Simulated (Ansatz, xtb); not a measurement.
**Relative energy of two isomers of C5H9FOSi**

We compare a, `F[C@@H]1C=C(O[SiH3])CC1`, a singlet, with b, `F[SiH2][C@@H]1CCC=CO1`, a singlet. Both are isolated molecules in the gas phase, relaxed with PBE-D3(BJ)/def2-SVP; each stands in its lowest conformer found.

Quicker runs give these differences E(b) − E(a): GFN2-xTB +8.8 kJ/mol; HF/STO-3G −11.4 kJ/mol (at GFN2-xTB geometries); r2SCAN-D4/def2-SVP −64.4 kJ/mol (at GFN2-xTB geometries).

Which of the two would you expect CCSD(T)/def2-SVP + ΔMP2/def2-TZVPP electronic energies to favour?

Structure b; the calculation gives E(b) − E(a) = −58.0 kJ/mol.

Level by level:

| level | geometry | E(b) − E(a) (kJ/mol) | departure from the last row (kJ/mol) | job, with rough time for the two |
| --- | --- | --- | --- | --- |
| GFN2-xTB | GFN2-xTB | +8.8 | +66.9 | optimisation, 0.27 s |
| HF/STO-3G | GFN2-xTB | −11.4 | +46.7 | single point, 0.5 s |
| r2SCAN-D4/def2-SVP | GFN2-xTB | −64.4 | −6.4 | single point, 4.7 s |
| PBE-D3(BJ)/def2-SVP | PBE-D3(BJ)/def2-SVP | −57.0 | +1.0 | optimisation, 41 s |
| HF/def2-SVP | PBE-D3(BJ)/def2-SVP | −39.8 | +18.3 | part of the CCSD(T) run |
| MP2/def2-SVP | PBE-D3(BJ)/def2-SVP | −57.1 | +1.0 | part of the CCSD(T) run |
| CCSD(T)/def2-SVP | PBE-D3(BJ)/def2-SVP | −54.6 | +3.4 | single point |
| CCSD(T)/def2-SVP + ΔMP2/def2-TZVPP | PBE-D3(BJ)/def2-SVP | −58.0 |  | single point, 2.6 min |

As drawn, b has 1 F–Si, 1 C–Si, 1 C–O, 1 C–H in place of 1 C–F, 1 C–C, 1 O–Si, 1 Si–H. Structure a has a 5-membered ring, b a 6-membered ring.

GFN2-xTB puts the two in the other order. The largest departure from CCSD(T)/def2-SVP + ΔMP2/def2-TZVPP is that of GFN2-xTB, 66.9 kJ/mol. The last row adds to CCSD(T) the change of the MP2 difference between the two basis sets, here −3.4 kJ/mol.

With thermal terms from frequencies at re-optimised GFN2-xTB minima (ideal gas, soft modes damped towards free rotors, one conformer each, 298.15 K, 1 atm): on the last row, ΔE + ΔZPE = −49.7, ΔH = −50.8, ΔG = −46.7 kJ/mol.

The correlated steps freeze 12 core orbitals. Run with Ansatz 0.2.0, xtb 6.7.1; the last row on 4 threads of Arm Neoverse V1 on a shared host.

Structure b is favoured by every level except GFN2-xTB, and the preference survives the thermal terms. The main driving force is probably the transfer of fluorine from carbon to silicon: the Si–F bond is exceptionally strong, being short and highly polar. Exchanging Si–H for C–H helps too, while giving up the strong Si–O bond of the silyl ether works in the opposite direction and keeps the gain moderate. Both isomers retain an oxygen donor on the C=C bond, so enol-ether conjugation largely cancels, and the difference in ring strain should be secondary.

Hartree–Fock already gives the right order in the def2-SVP basis, so correlation strengthens the preference rather than creating it. The much smaller HF/STO-3G value suggests that a minimal basis describes the polar bonds at silicon poorly. Zero-point energy narrows the gap, as expected when a soft Si–H stretch is replaced by a stiffer C–H stretch. The preference is thermodynamic and says nothing about how readily a would convert into b, which would require extensive bond reorganisation.
